Ambipolar current equations of the wide base

1. Statement

Conventions. The wide base of the insulated-gate bipolar transistor is a lightly doped n layer of donor density N_B and area A. The coordinate x runs from the p⁺ anode junction (x = 0) towards the MOS side (x = W). Currents and the field E count positive along +x, q is the positive elementary charge, V_T = kT/q, J = I/A, and a prime means ∂/∂x. The mobilities μn and μp describe the loss of momentum to the crystal (phonons and impurities) and nothing else, with Dn = V_T μn and Dp = V_T μp. Electron-hole scattering is kept apart in a drag mobility μeh.

In a quasi-neutral, non-degenerate plasma with n = p ≫ N_B,

(1) In = b IT/(1+b) + q A D p′,  Ip = IT/(1+b) − q A D p′,

with b = μn/μp and D = 2 Dn Dp/(Dn + Dp). The total current IT = In + Ip is independent of x, and

(2) ∂p/∂t = D ∂²p/∂x² − p/τ_HL.

A flat plasma carries the hole fraction 1/(1+b). Electron-hole scattering, treated as a friction between two drifting carrier gases, changes neither b nor D. It changes the field that drives the current:

(3) E = J/(q p μΣ) − β V_T p′/p,  1/μΣ = 1/(μn + μp) + 1/μeh,  β = (b−1)/(b+1).

The smallest model that contains all of this has two unknowns per point, the drift velocities vn and vp, coupled by a 2×2 friction matrix. A single cosine mode of a closed slab, again a 2×2 problem, gives (2) together with its exact space-charge correction.

2. Inputs

The numbers refer to a silicon plasma with p = 10¹⁷ cm⁻³ at 300 K, where V_T = 25.85 mV. The mobilities are typical values for lightly doped silicon, μn = 1400 and μp = 450 cm²/(V s). The drag mobility is set to μeh = 2000 cm²/(V s) at this density, a round figure chosen so that μΣ falls near 1000 cm²/(V s), which is typical of such plasmas. The static dielectric constant is the compiled value 11.7 at 300 K (Ioffe Institute). The device inputs are illustrative: W = 100 µm, N_B = 10¹⁴ cm⁻³, τ_HL = 1 µs, J = 100 A/cm². All results are the model's. They are computed from unrounded intermediates and printed mostly to three figures so that the identities can be followed; section 8 shows that D of the real plasma is fixed only to some 10 to 20 per cent.

From these inputs b = 3.11, 1/(1+b) = 0.243, β = 0.514, Dn = 36.2, Dp = 11.6 and D = 17.6 cm²/s.

3. The two-velocity model

Each carrier feels the field, the gradient of its partial pressure, a friction against the crystal and a friction against the other gas. The last is proportional to the relative velocity and to the density of the partners. Per unit volume it is γ n p (vn − vp) with opposite signs for the two gases, because a Coulomb collision between an electron and a hole conserves their total momentum. With inertia neglected the forces on each gas balance:

(4a) 0 = −q n E − kT n′ − q n vn/μn − γ n p (vn − vp),
(4b) 0 = +q p E − kT p′ − q p vp/μp + γ n p (vn − vp).

The current densities are Jn = −q n vn and Jp = q p vp. For n = p define μeh = q/(γ p), which falls as 1/p when γ is constant. Division by q p gives F = R v, with v = (vn, vp), the driving forces F = (−E − V_T n′/n, +E − V_T p′/p) and

R = [ 1/μn + 1/μeh , −1/μeh ; −1/μeh , 1/μp + 1/μeh ].

Its determinant is φ/(μn μp) with φ = 1 + (μn + μp)/μeh. The inverse M = R⁻¹ is symmetric:

(5) Mnp = μn μp/(μeh φ),  Mnn = μn/φ + Mnp,  Mpp = μp/φ + Mnp.

Here φ = 1.925, Mnn = 891, Mnp = 164 and Mpp = 397 cm²/(V s).

Flat plasma. With F = (−E, +E) the velocities are vn = −(Mnn − Mnp)E = −(μn/φ)E and vp = (Mpp − Mnp)E = (μp/φ)E. Both drift mobilities are reduced by the same factor φ, to 727 and 234 cm²/(V s). Their ratio is still b, and their sum is μΣ = (μn + μp)/φ = 961 cm²/(V s). At 100 A/cm² the holes carry 24.3 and the electrons 75.7 A/cm², whatever the value of μeh.

Graded plasma. With n = p and s = V_T p′/p,

Jn = q p (μn/φ)E + q D̃n p′,  Jp = q p (μp/φ)E − q D̃p p′,

where D̃n = V_T (Mnn + Mnp) = 27.3 cm²/s and D̃p = V_T (Mpp + Mnp) = 14.5 cm²/s. Drag slows the diffusion of the electrons and speeds that of the holes. The two Mnp terms cancel in the difference, D̃n − D̃p = V_T (μn − μp)/φ, so that J = q p μΣ (E + β s), which is (3). Inserting this E into Jn gives

Jn = b J/(1+b) + q p′ (D̃n + b D̃p)/(1+b).

By (5), D̃n + b D̃p = V_T [2μn/φ + 2(1+b) Mnp], and (1+b) Mnp = μn (μn + μp)/(μeh φ) = μn (φ − 1)/φ. The bracket equals 2μn, and the coefficient of q p′ is 2 V_T μn/(1+b) = 2 Dn Dp/(Dn + Dp) = D. The drag mobility has dropped out, and (1) holds exactly in the model.

Two shortcuts fail. The harmonic form applied to the dragged coefficients, 2 D̃n D̃p/(D̃n + D̃p), gives 18.9 cm²/s. The Einstein relation applied to the reduced drift mobilities gives D/φ = 9.15 cm²/s. The Einstein relation holds for the matrix M as a whole and not for the drift mobilities μn/φ and μp/φ.

The field of the flat plasma splits by (3) into J/(q p (μn + μp)) = 3.37 V/cm and J/(q p μeh) = 3.12 V/cm, together 6.49 V/cm. The second part equals γ J/q². For constant γ it is the same everywhere in the plasma and adds 31 mV across 100 µm for any profile. The actual γ varies slowly with density through a Coulomb logarithm, which alters this voltage and leaves (1) untouched.

4. General proof by force balance

Adding (4a) and (4b) removes the drag for any n, p and γ:

Jp/μp − Jn/μn = −kT (n + p)′ + q (p − n) E.

Poisson's equation ε E′ = q (p − n + N_B) turns the last term into (ε E²/2)′ − q N_B E:

(6) Jp/μp − Jn/μn = −[kT (n + p) − ε E²/2]′ − q N_B E.

Equation (6) is exact within (4). The plasma as a whole is pushed by its pressure gradient, the field pulls only on its net charge, and the crystal takes up the momentum. Charge conservation makes Jn + Jp + ε ∂E/∂t = J(t) independent of x. Dropping the displacement current, the field stress and the N_B term, and setting n′ = p′, leaves Jp/μp − Jn/μn = −2kT p′. With Jn = J − Jp this is

Jp (1/μn + 1/μp) = J/μn − 2kT p′,

and division by (μn + μp)/(μn μp) gives Jp = J/(1+b) − q D p′, which is (1).

The continuity equation is ∂p/∂t = −Jp′/q − U. Since J and b do not depend on x, the term J/(1+b) has no divergence and −Jp′/q = D p″. For Shockley-Read-Hall recombination with n, p far above the intrinsic and trap-emission densities, U = n p/(τp0 n + τn0 p), which at n = p is p/τ_HL with τ_HL = τn0 + τp0. This proves (2). A density disturbance does not drift with the current, however large J and however γ depends on p.

The dropped terms are small. The ratio of ε E²/2 to 2 p kT is 2.6×10⁻⁸ at 6.49 V/cm. The N_B term, carried through, lowers Jp by q N_B E μn μp/(μn + μp), which is the fraction q N_B μn E/J of J/(1+b). For a flat plasma this is N_B μn/(p μΣ) to first order in N_B/p, or 0.15 % here.

5. One mode of a closed slab

Quasi-neutrality can be tested instead of assumed. Take N_B = 0, J = 0 and a uniform plasma n = p = p0 held by a uniform generation rate p0/τ_HL between blocking walls at x = 0 and W. Perturb it by δn = u cos(kx) e^(−λt) and δp = w cos(kx) e^(−λt) with k = π/W. Velocities and field then vary as sin(kx) and vanish at the walls. The background is at rest, so that changes of γ p do not enter at first order. For τn0 = τp0 the linearised rate is δU = (δn + δp)/(2τ_HL). Poisson's equation gives δE′ = q (δp − δn)/ε, and continuity reads ∂δn/∂t = −p0 δvn′ − δU, likewise for holes. With δv = M δF this is the eigenvalue problem K (u, w) = λ (u, w),

(7) K = V_T k² M + (q p0/ε) M [ 1 , −1 ; −1 , 1 ] + (1/(2τ_HL)) [ 1 , 1 ; 1 , 1 ].

Define the dielectric relaxation rate ωd = q p0 μΣ/ε, the Debye length of both gases λD = (ε V_T/(2 q p0))^(1/2), and

λ0 = D k² + 1/τ_HL,  Ω = ωd (1 + k²λD²),  η = β² k²λD² ωd.

Write a = V_T k² and B = q p0/ε, so that a/(2B) = k²λD². The first two terms of (7) form a matrix X = M [ a + B , −B ; −B , a + B ] with det X = a (a + 2B) μn μp/φ. Adding r = 1/(2τ_HL) to every element raises a 2×2 determinant by r (X11 + X22 − X12 − X21) = r (a + 2B) μΣ, because Mnn + Mpp − 2Mnp = μΣ. Since μn μp/φ = μΣ D/(2V_T),

det K = (a + 2B)(μΣ/2)(D k² + 1/τ_HL) = Ω λ0.

The trace is a (Mnn + Mpp) + ωd + 1/τ_HL. Subtracting λ0 + Ω leaves a [Mnn + Mpp − μΣ/2 − D/V_T], which by (5) equals a μΣ β²/2 = η. The characteristic equation is therefore

(8) (λ − λ0)(λ − Ω) = η λ,

with roots λ = T/2 ± (T²/4 − Ω λ0)^(1/2), T = λ0 + Ω + η. For either root λ0/λ − 1 = η/(Ω − λ). The rate that (2) assigns to this mode is λ0. It is an exact root when b = 1, because equally mobile gases diffuse without separating. For b ≠ 1, kλD ≪ 1 and λ0 ≪ ωd the slow root is

(9) λ = λ0 (1 − β² k²λD²),

again free of μeh. Its charge imbalance follows from the second term of (3) through Poisson's equation, (w − u)/w = 2β k²λD², positive because electrons leave a crest first.

Numbers: λD = 9.14 nm, k = 314 cm⁻¹, k²λD² = 8.2×10⁻⁸, ωd = 1.49×10¹³ s⁻¹, λ0 = 2.74×10⁶ s⁻¹ (decay time 0.365 µs). The slow root lies below λ0 by 2.2×10⁻⁸ of its value, the imbalance is 8.5×10⁻⁸, and the displacement current is of relative order λ0/ωd = 1.8×10⁻⁷. Inertia, omitted from (4), exceeds these corrections. With a typical conductivity mass of 0.26 m0 the electron momentum relaxation time is m μn/q = 0.21 ps, which shifts the slow root by a relative amount of order 6×10⁻⁷. The same time multiplied by ωd is 3.1, so the fast root of (8) belongs to the model only, and in the real plasma a damped plasma oscillation takes its place. None of this affects (2) at any useful accuracy.

6. Steady base

For ∂p/∂t = 0, p(0) = P0 = 10¹⁷ cm⁻³ and p(W) = 0 (an idealised edge of the depletion layer on the MOS side), equation (2) gives

p(x) = P0 sinh((W − x)/L)/sinh(W/L),  L = (D τ_HL)^(1/2) = 42.0 µm,  W/L = 2.38.

The diffusion part of (1) is −q D p′ = (q D P0/L) cosh((W − x)/L)/sinh(W/L). At J = 100 A/cm², with the constant part J/(1+b) = 24.3 A/cm²:

x (µm) | p (10¹⁷ cm⁻³) | −qDp′ | Jp | Jn (A/cm²)
0 | 1 | 68.4 | 92.7 | 7.3
50 | 0.278 | 22.5 | 46.8 | 53.2
100 | 0 | 12.5 | 36.8 | 63.2

The hole current falls by 55.9 A/cm², which equals the stored charge q P0 L tanh(W/(2L)) = 55.9 µC/cm² divided by τ_HL. The hole fraction exceeds 1/(1+b) everywhere because the plasma slopes down along the current. The value of μeh appears nowhere in the table, although it varies strongly across the base. The density drops below 10 N_B within 2.3 µm of x = W. At that point the estimate N_B μn/(p μΣ) has grown to about 0.08, and beyond it (1) ceases to hold, so the last row is the formal limit of the solution.

7. Comparison with Matthiessen's rule

A common alternative adds a carrier-carrier term to each inverse mobility, 1/μn* = 1/μn + 1/μc and 1/μp* = 1/μp + 1/μc, and keeps the Einstein relation for each. The algebra of section 4 without drag then gives (1) with b* = μn*/μp* and D* built from the starred mobilities. For a comparison at equal conductivity μc is fixed by μn* + μp* = μΣ, which gives μc = 1166 cm²/(V s).

quantity | friction model | Matthiessen
electron drift mobility, cm²/(V s) | 727 | 636
hole drift mobility, cm²/(V s) | 234 | 325
b | 3.11 | 1.96
hole fraction, flat plasma | 0.243 | 0.338
D, cm²/s | 17.6 | 11.1

A conductivity cannot tell the two apart, but the current split and the diffusion differ strongly. The starred form also spoils (2). The fraction f = 1/(1+b*) now depends on p, and continuity acquires the term −(J/q)(df/dp) p′, a drift along the current with velocity (J/q) df/dp. For μc ∝ 1/p,

p df/dp = (1/μc)(1/μp − 1/μn)/(1/μn* + 1/μp*)² = 0.060,

so the velocity is 373 cm/s at 100 A/cm², and its product with W/D* is 0.34, which is not negligible across the base. The origin of the difference is visible in (4). The starred form amounts to extra frictions −q n vn/μc and −q p vp/μc, which do not cancel in the sum. It brakes the plasma even at J = 0, where vn = vp and the two gases exert no net drag on each other. It treats the collision partners as fixed in the crystal, which contradicts the momentum conservation on which (6) rests.

8. Limits at 10¹⁷ cm⁻³

Two effects beyond (4) change D by more than any term sized so far.

Correlation pressure. In (6) the ideal pressure 2 p kT should be the full pressure P of the interacting plasma, so that D = [μn μp/(μn + μp)] (dP/dp)/q, placed inside the derivative, (D p′)′, when it depends on p. The ratio b is not touched. The Debye-Hückel limiting law gives P = 2 p kT (1 − ℓ/(6λD)) with ℓ = q²/(4π ε kT) = 4.76 nm. The correction term of P grows as p^(3/2), so dP/dp = 2kT (1 − ℓ/(4λD)). With ℓ/λD = 0.52 this lowers D by 13 %, to about 15 cm²/s. The coupling is not small, and the figure is an estimate of size and sign. It is the gap narrowing by the plasma expressed as a pressure.

Shape of the distribution. Equation (4) assigns one velocity to each gas. If the relaxation time against the crystal depends on the energy ϵ, frequent carrier-carrier collisions change its average. Without them μ is proportional to ⟨τ⟩, and for a drifting Maxwellian to 1/⟨1/τ⟩, both averages weighted with ϵ^(3/2) e^(−ϵ/kT). For τ ∝ ϵ^(−1/2), as in acoustic phonon scattering, the ratio is Γ(5/2)²/(Γ(2)Γ(3)) = 9π/32 = 0.884. Both mobilities, and D with them, can thus fall by up to 12 %, while b stays fixed if both carriers follow the same law. The several electron valleys and the heavy and light holes are likewise lumped into one velocity each.

Smaller terms. Fermi statistics raises dP/dp by the fraction p/(2^(3/2) N) for an effective density of states N, or 0.1 % for a typical N of 3×10¹⁹ cm⁻³. Auger recombination with an approximate ambipolar coefficient of 1.7×10⁻³⁰ cm⁶/s has the lifetime 1/(C p²) = 59 µs at 10¹⁷ cm⁻³ and adds 1.7 % to the rate 1/τ_HL assumed here. It makes (2) nonlinear once τ_HL reaches tens of microseconds.

The structure of (1), a fixed share of the total current plus one diffusion term of opposite sign for the two carriers, survives these corrections because it follows from the force balance (6). Within the two-velocity model, electron-hole drag at 10¹⁷ cm⁻³ raises the ohmic field by the factor φ = 1.925 and leaves the flat-plasma hole fraction at 0.243 and D at 17.6 cm²/s.